Cl¹¹⁺ ought to gain more than any other ion here from putting its p electrons into the lower spin-orbit level. Both go into $2p_{1/2}$, worth 2.96 eV by simple counting, the largest such gain in the series. Yet at the Dirac-Coulomb Hartree-Fock level this jj configuration lies only 0.219 eV below the average over all states of $2p^2$, the smallest lowering among the 2p ions. In Cl³⁺, also $p^2$, it lies 0.423 eV above.

Chlorine and its ions, computed with B-spline radial atomic code 1 at the basis limit. Energies and Σ<r²> are from Dirac-Coulomb Hartree-Fock (Fermi nucleus), averaged over the nl configuration or the jj one that fills j = l − 1/2 first. ζ = (α²/2)<(1/r) dV/dr>, with no exchange in V, and F2 are from non-relativistic Hartree-Fock (point nucleus, configuration average).

```
species   Z  charge (e)  electrons  configuration  jj occupations of the open shell  E(low j first) − E(nl average) (eV)  Σ<r²>, nl (bohr²)  Σ<r²>: low j first/nl average − 1 (%)  ζ of the open shell, non-rel. (eV)  F2 of the open shell, non-rel. (eV)
     Cl  17           0         17   [Ne] 3s2 3p5                 (3p1/2)2 (3p3/2)3                             -0.03885              27.58                                  -0.03                             0.07268                                6.681
    Cl+  17           1         16   [Ne] 3s2 3p4                 (3p1/2)2 (3p3/2)2                             0.006286              20.67                                  -0.01                             0.08390                                7.271
   Cl2+  17           2         15   [Ne] 3s2 3p3                 (3p1/2)2 (3p3/2)1                               0.1550              15.59                                   0.03                             0.09596                                7.792
   Cl3+  17           3         14   [Ne] 3s2 3p2                          (3p1/2)2                               0.4227              11.60                                   0.10                              0.1088                                8.264
   Cl4+  17           4         13   [Ne] 3s2 3p1                          (3p1/2)1                              -0.1323              8.351                                  -0.10                              0.1225                                8.700
   Cl8+  17           8          9   [He] 2s2 2p5                 (2p1/2)2 (2p3/2)3                              -0.5850              1.369                                  -0.03                               1.204                                30.18
   Cl9+  17           9          8   [He] 2s2 2p4                 (2p1/2)2 (2p3/2)2                              -0.8408              1.117                                  -0.05                               1.290                                31.31
  Cl10+  17          10          7   [He] 2s2 2p3                 (2p1/2)2 (2p3/2)1                              -0.7306             0.8957                                  -0.07                               1.382                                32.44
  Cl11+  17          11          6   [He] 2s2 2p2                          (2p1/2)2                              -0.2186             0.6997                                  -0.08                               1.480                                33.55
  Cl12+  17          12          5   [He] 2s2 2p1                          (2p1/2)1                               -1.555             0.5256                                  -0.14                               1.583                                34.66
```

Two terms of opposite sign make up the energy column. The spin-orbit parameter $\zeta$ puts a $p_{1/2}$ electron at $-\zeta$ and a $p_{3/2}$ electron at $+\zeta/2$, and the nl average, with weights 2 and 4, at zero. The second term is repulsion. Two p electrons repel with a spherical part $F^0$, common to all states if the radial functions are equal, and an angular part set by the Slater integral $F^2$. Angular algebra gives mean pair energies $F^0$ for two $p_{1/2}$ electrons, $F^0-F^2/10$ for a mixed pair and $F^0-F^2/15$ for two $p_{3/2}$ electrons. The first pair has no $F^2$ relief because two momenta of 1/2 cannot couple to rank 2. The 15 two-electron states divide as 1, 8 and 6, so the nl mean is $F^0-(8/10+6/15)F^2/15=F^0-0.08F^2$. With $a$ electrons in $p_{1/2}$, $b$ in $p_{3/2}$ and $N=a+b$,

$$\Delta E=\left(-a+\frac b2\right)\zeta+\left[0.08\,\frac{N(N-1)}{2}-\frac{ab}{10}-\frac{b(b-1)}{30}\right]F^2 .$$

This is $-\zeta$ for $p^1$, $-2\zeta+0.08F^2$ for $p^2$, $-1.5\zeta+0.04F^2$ for $p^3$, $-\zeta+F^2/75$ for $p^4$ and $-\zeta/2$ for $p^5$.

For Cl¹¹⁺, with nothing fitted, $-2(1.480)+0.08(33.55)=-2.960+2.684=-0.276$ eV against the computed $-0.219$. The odd row is a near-cancellation, and the miss of 0.057 eV, the worst of the ten, is 2 % of the gain but 26 % of the result. All ten signs come out right.

The contest resembles that of low and high spin in an octahedral complex, where filling the lower level first gains the splitting and pays a pairing energy, and one ratio decides. Here the ratio is $\zeta/F^2$, and low j first wins above 0.0400, 0.0267 and 0.0133 for $p^2$, $p^3$ and $p^4$; for $p^1$ and $p^5$ there is no cost and it wins outright. The likeness stops at the opponent, which here is an average over all states and not a Hund state. The 3p ions with two to four electrons have ratios of 0.012 to 0.013 and lose; their 2p counterparts have 0.041 to 0.044 and win. These are two series: from Cl⁴⁺ to Cl⁸⁺, $\zeta$, weighted near the nucleus, grows 9.8 times and $F^2$ only 3.47 times. Hydrogenic scaling, $\zeta\sim Z^4$ and $F^2\sim Z$ in the screened charge, argues that heavier ions of the same electron number favour low j first and that somewhat lighter carbon-like ions reverse the Cl¹¹⁺ order.

The formula gives values too high in every 3p row and too low in every 2p row. Scaling $\zeta$ so that the $p^1$ and $p^5$ rows of each shell are met exactly, and interpolating linearly in $N$, gives factors of 1.07 to 1.08 for 3p and 0.97 to 0.98 for 2p. The six other rows, none of them used, then follow within 0.004 eV; Cl¹¹⁺ comes to $-0.216$. The angular coefficients are those of the Hartree-Fock energy itself, so this shows that two terms exhaust the computed difference, not that nature agrees. Orbital relaxation is not the main source of the factors in the two rows where it can be isolated: rebuilding the difference from the orbital energies and Slater integrals of the nl run leaves $-0.004$ eV in Cl²⁺, a third of the unscaled miss, and $-0.0002$ eV in Cl⁸⁺, where the miss is $+0.017$. That the factors come from exchange and higher relativistic orders absent from $\zeta$ is a guess. The ion's size, $\Sigma\langle r^2\rangle$, differs by at most 0.14 % between the two averages.

Eight orders look safe: four have no $F^2$ cost, and Cl²⁺, Cl³⁺, Cl⁹⁺ and Cl¹⁰⁺ need changes of 30 % or more in $\zeta$ or $F^2$ to turn, even with the corrections below. Cl⁺ and Cl¹¹⁺ do not. The code attaches a general warning that the bare $\zeta$, which leaves out two-electron terms, misses measured fine structure by tens of per cent. For these ions the miss is smaller: where one p electron or one hole makes the splitting $1.5\zeta$, that value lies within about 10 % of measurement, and in neutral Cl, at 0.109 eV, it is nearly exact. An error of 10 % could turn Cl⁺ or Cl¹¹⁺, which need only 7 to 8 %, but not Cl¹⁰⁺, whose margin in $\zeta$ is the narrowest of the four. The energy column omits the magnetic interaction between electrons, and the Gaunt energies of the same runs are higher for the jj configuration in all ten rows, the sign that spin-other-orbit screening of the splitting would give. In Cl¹¹⁺ the shift is $+0.178$ eV; with the self-energy difference the lowering shrinks to $-0.048$ eV, which a rise of 1.8 % in $F^2$ would erase. In Cl⁺ the same terms lift $+0.006$ to $+0.010$ eV. Electron correlation is absent too. It usually reduces the effective $F^2$. Such a fall would be expected to steady Cl¹¹⁺ and, if it reached 6.5 %, or 10 % with the corrections, to reverse Cl⁺; neither was tested.

Winning this comparison does not make a ground state. For $p^1$ and $p^5$ the jj configuration is the lower fine-structure level. For $p^2$ to $p^4$ the same formula, with scaled $\zeta$, puts the configuration with one electron moved to $p_{3/2}$ lower in every row but Cl⁹⁺: by 1.18 eV in Cl¹¹⁺, by only 0.14 eV in Cl¹⁰⁺. These are first-order estimates, not runs, though for Cl²⁺ the frozen-orbital value of $-0.208$ eV can only fall on relaxation and already lies below both averages. The Hund term gains $0.12F^2$ ($^3P$) or $0.36F^2$ ($^4S$) on the nl average, 4.0 eV in Cl¹¹⁺. That exceeds the 2.96 eV which spin-orbit coupling can offer there at most, and in the other $p^2$ to $p^4$ ions the ratio is larger still, so even the 2p ions sit on the LS side of the passage to jj coupling.
